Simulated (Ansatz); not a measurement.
# Convergence of the LDA electronic dielectric constant ε∞ of rocksalt LiF with the k mesh

The electronic dielectric constant ε∞ of rocksalt LiF is calculated in LDA on seven k meshes at one fixed cell. The error of each mesh is its shortfall against 2.118, the value on a 20×20×20 mesh at the same level, so it measures sampling alone and not the distance from experiment.

The brief is a quarter-wave layer of LiF for a near-infrared coating, designed at a vacuum wavelength of 1000 nm. Two limits are set: the k mesh may change ε∞ by at most 1 %, and it may change the layer thickness by at most 1 nm. The coarsest tabled mesh that meets both is to be chosen.

## Method

One crystal, LiF (rocksalt) (known phase), relaxed once; then the k mesh alone was changed at fixed cell. The structures stem from measured cells of the Crystallography Open Database, directly or through a relaxation at another level; cell and atoms were relaxed at zero pressure at each row's own level, inside the symmetry of the start, with no thermal or zero-point expansion. Program: Ansatz 0.2.0, plane waves, LDA, the program's earlier default PAW potentials, scalar-relativistic without spin-orbit coupling, no spin polarisation. Wave-function cutoff 420 eV (the default for the potentials of each cell); on the k meshes (Γ-centred) the least product of divisions and cell-vector length runs from 11 to 55 Å, relaxations included. Residual pressures at rest stay under 0.01 GPa. Occupations: fixed. Harmonic modes at natural masses come from linear response (density functional perturbation theory), with the acoustic sum rule imposed. ε∞ comes from the response to a homogeneous electric field. Times are rough, from shared x86 server processors. The tabled runs alone: cutoff 420 eV, k length 11 to 44 Å. The same in all rows: least direct Kohn-Sham gap on the mesh: 9.71 eV.

Notes on method and selection:

- In a crystal with a gap, sums over a regular mesh converge exponentially, more slowly the smaller the direct gap; from which side depends on how the field is represented on the mesh.
- The densest mesh need not be converged, which bends the last points down.
- Runs that did not converge, have known faults or may not be shown are not listed, and runs on Ansatz's PAW sets soft_1 and soft_2 are kept to separate tables.

Columns:

- k-mesh length (Å): k-mesh length, the least over the axes of divisions times cell-vector length.
- shortfall of ε∞: shortfall of ε∞ against its value 2.118 on the densest mesh run (20×20×20).
- ε∞: electronic dielectric constant ε∞, a third of the trace.
- highest mode (cm⁻¹): highest zone-centre mode, no LO-TO term.
- cost (core-s): processor time, shared machines, rough.

## The series

| member | k-mesh length (Å) | shortfall of ε∞ | ε∞ | highest mode (cm⁻¹) | cost (core-s) |
| --- | --- | --- | --- | --- | --- |
| k 4×4×4 | 11.1 | 0.0104 | 2.108 | 338.59 | 1.9 |
| k 6×6×6 | 16.6 | 0.0006 | 2.118 | 339.03 | 3.3 |
| k 8×8×8 | 22.1 | 0.0000 | 2.118 | 339.05 | 5.4 |
| k 10×10×10 | 27.6 | 0.0000 | 2.118 | 339.08 | 8.6 |
| k 12×12×12 | 33.2 | 0.0000 | 2.118 | 339.07 | 14 |
| k 14×14×14 | 38.7 | 0.0000 | 2.118 | 339.09 | 16 |
| k 16×16×16 | 44.2 | 0.0000 | 2.118 | 339.07 | 24 |

## Mechanism

ε∞ approaches its dense-mesh value from below. The shortfall is 0.0104 at a k length of 11.1 Å, or 0.0104 / 2.118 = 0.49 %, so the coarsest mesh in the table, 4×4×4, already meets the 1 % target. At 16.6 Å it is 0.0006, or 0.03 %. From 22.1 Å onwards it is zero to the four decimals printed.

Between the first two meshes the error falls by a factor of 0.0104 / 0.0006 = 17 over 16.6 − 11.1 = 5.5 Å. Such a steep fall is expected for an insulator. The quantity summed over the Brillouin zone is a smooth periodic function of k, and the error of a regular mesh comes only from those of its Fourier components whose non-zero lattice vectors are repeats of the supercell that matches the mesh; all others cancel in the sum. With a gap between filled and empty bands these components decay exponentially with distance, which gives

error ≈ A · exp(−L/λ),

where L is the k length, A a constant and λ a decay length. The first two rows give λ = 5.5 / ln(0.0104 / 0.0006) = 1.9 Å. The same law predicts 0.0006 × exp(−5.5 / 1.9) = 0.00003 at 22.1 Å, in keeping with the printed zero. Two resolved errors fix a rate, however, and are too few to establish the exponential form.

The short decay length fits the wide direct gap of 9.71 eV, since a large gap goes with electrons that are tightly localised, here mainly on fluorine. A smaller gap would slow the convergence. The sign of the error has no such general origin: it depends on how the electric field is represented on the mesh, so the approach from below should not be carried over to another program or scheme.

## Departures from the trend

No row departs from the trend. The 6×6×6 row may look inconsistent, because it prints ε∞ as 2.118, equal to the reference, beside a shortfall of 0.0006. The shortfall column carries one more decimal, and both entries are correct after rounding.

The highest zone-centre mode gives a second check. It rises from 338.59 to 339.03 cm⁻¹ between the first two meshes and then stays within 339.03 to 339.09 cm⁻¹, moving up and down by amounts that are numerical scatter.

On the finer meshes the top of the valence band is found slightly away from the zone centre, which makes the fundamental gap marginally smaller than the direct one. This leaves no visible trace in ε∞, which sums over the whole zone and does not hinge on the exact position of the band edge.

## Cost against accuracy

The processor time rises from 1.9 core-s for 4×4×4 to 24 core-s for 16×16×16, a factor of about 13, while the number of mesh points before symmetry reduction rises by 16³ / 4³ = 64. Symmetry-equivalent points and a fixed overhead per run are likely reasons for the slower growth.

Going from 6×6×6 to 16×16×16 costs about 24 / 3.3 = 7 times as much and removes an error of only 0.0006. The step from 4×4×4 to 6×6×6 removes nearly all of the sampling error for 1.4 core-s more, a difference too small to matter for a two-atom cell. Where the result is to be reused for other purposes, 6×6×6 is the sensible default.

## Selection

In the near infrared, well above the lattice vibrations and well below the electronic absorption, the refractive index is close to n = √ε∞. The quarter-wave thickness is d = λ₀ / (4n), with λ₀ = 1000 nm. The reference value gives n = √2.118 = 1.455 and d = 1000 / (4 × 1.455) = 171.8 nm.

A small error Δε in ε∞ changes the thickness by d × Δε / (2 ε∞). The 1 % limit therefore corresponds to 171.8 × 0.01 / 2 = 0.86 nm, which makes it slightly stricter than the limit of 1 nm.

- 4×4×4: 171.8 × 0.0104 / (2 × 2.118) = 0.42 nm, with ε∞ low by 0.49 %.
- 6×6×6: 171.8 × 0.0006 / (2 × 2.118) = 0.02 nm, with ε∞ low by 0.03 %.
- 8×8×8 and denser: no error at the printed precision.

Because ε∞ is too low on the coarse meshes, the layer designed from them comes out too thick. All seven rows meet both limits, and the pick is 4×4×4 as the coarsest. The runner-up is 6×6×6.

The error of LDA itself is common to all rows and leaves this choice unchanged, but it does affect the thickness. LDA usually overestimates ε∞ of insulators, by roughly 10 %. The index is then too high by roughly 5 %, and the designed layer too thin by roughly 9 nm. The 171.8 nm is thus an LDA thickness, and a denser mesh will not bring it nearer to a real coating.

The pick would pass to 6×6×6 if the tolerance on ε∞ were set below 0.49 %, or that on the thickness below 0.42 nm. It could also change if the cell were relaxed on the coarse mesh, since the error in the cell would then add to the one tabled here.

## Conclusions and limits

For LiF at fixed cell, k lengths from 11 to 44 Å all give ε∞ within 1 % of the dense-mesh value, and 16.6 Å gives it within 0.1 %. Whether a mesh coarser than 4×4×4 would also reach 1 % is not shown in the table.

Two effects outside the table exceed its whole spread of 0.5 %. The first is the LDA overestimate of ε∞, roughly 10 %. The second matters for devices at low frequency: there the ions also respond to the field, which raises the dielectric constant of LiF to several times ε∞. Neither is reduced by a denser k mesh.
